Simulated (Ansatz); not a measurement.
# Te: pressure and energy change per atom against volume scale

Plane-wave DFT, scalar-relativistic PAW made under PBE with cores redone for the functional, no dispersion; the given relaxed cell is scaled uniformly, energy at zero smearing counts from the unscaled cell, pressure at the given Fermi-Dirac smearing is positive in compression. The results are calculated, by Ansatz 0.2.0.

The cell before it is scaled or strained (space group P6_3/mmc, No. 194):
```
CELL_PARAMETERS angstrom
3.91580 0.00000 0.00000
-1.95790 3.39120 0.00000
0.00000 0.00000 4.42330
ATOMIC_POSITIONS crystal
Te 0.33333 0.66667 0.25000
Te 0.66667 0.33333 0.75000
```

Settings of every row: spin polarised no; functional PBEsol; wave cutoff 420 eV; smearing width 0.1 eV; k mesh 11x11x8.

Atom starting moment: 0 on all atoms.

Limits: no spin-orbit coupling, which can matter with elements this heavy; the cell comes from a prototype or a list of computed structures and needn't be the stable phase.

```
row  volume scale  V (Å³/atom)  pressure (GPa)  energy change per atom (meV)
  1          0.88       25.845           10.03                         95.77
  2          0.92        27.02            5.88                         38.49
  3          0.96       28.194            2.58                          8.43
  4          1.04       30.544               ?                             ?
  5          1.08       31.719           -3.83                         31.51
  6          1.12       32.893           -5.15                         65.15
```

Question: what pressure and energy change per atom should row 4 give?

Worked fit of pressure. Take u = (V_r/V)^(2/3) − 1 with V_r = 28.194 Å³ an atom, which is twice the finite (Eulerian) strain; such expansions in the strain, on which the Birch-Murnaghan equation of state is built, carry the rest volume and the bulk modulus. The shown rows have u = 0.05971, 0.02876, 0, -0.07553, -0.09766. Least squares give pressure = 2.581 + 107.2 × u + 289.6 × u² GPa; a straight line predicts inner rows, each left out in turn, worse (root mean square 0.76 against 0.04 GPa). The rows lie off it by 0.02, -0.02, 0.00, 0.03, -0.02. The pressure vanishes at u = -0.0259, or V = 29.33 Å³ an atom, and there the bulk modulus at fixed shape and fractions is B = −V dP/dV = (2/3)(1 + u) dP/du = 59.9 GPa. Letting shape and atoms relax would as a rule lower it, by much in layered, chain or molecular crystals. The withheld row has u = -0.05197, so the fit gives 2.581 + 107.2 × (-0.05197) + 289.6 × (-0.05197)² = -2.21 GPa.

The calculation gave -2.16 GPa. The fit lies 0.05 GPa (2.3 % of the value, 0.33 % of the column's range) below it; its largest miss of a shown row is 0.03 GPa.

Worked fit of energy change per atom. Take u = (V_r/V)^(2/3) − 1 with V_r = 28.194 Å³ an atom, which is twice the finite (Eulerian) strain; such expansions in the strain, on which the Birch-Murnaghan equation of state is built, carry the rest volume and the bulk modulus. The shown rows have u = 0.05971, 0.02876, 0, -0.07553, -0.09766. Least squares give energy change per atom = 8.481 + 682.92 × u + 12977.1 × u² meV; a straight line predicts inner rows, each left out in turn, worse (root mean square 34 against 0.66 meV). The rows lie off it by 0.24, -0.37, -0.05, 0.58, -0.41 (root mean square 0.37 meV). The withheld row has u = -0.05197, so the fit gives 8.481 + 682.92 × (-0.05197) + 12977.1 × (-0.05197)² = 8.04 meV.

The calculation gave 8.85 meV. The fit lies 0.81 meV (9.2 % of the value, 0.93 % of the column's range) below it; its largest miss of a shown row is 0.58 meV.
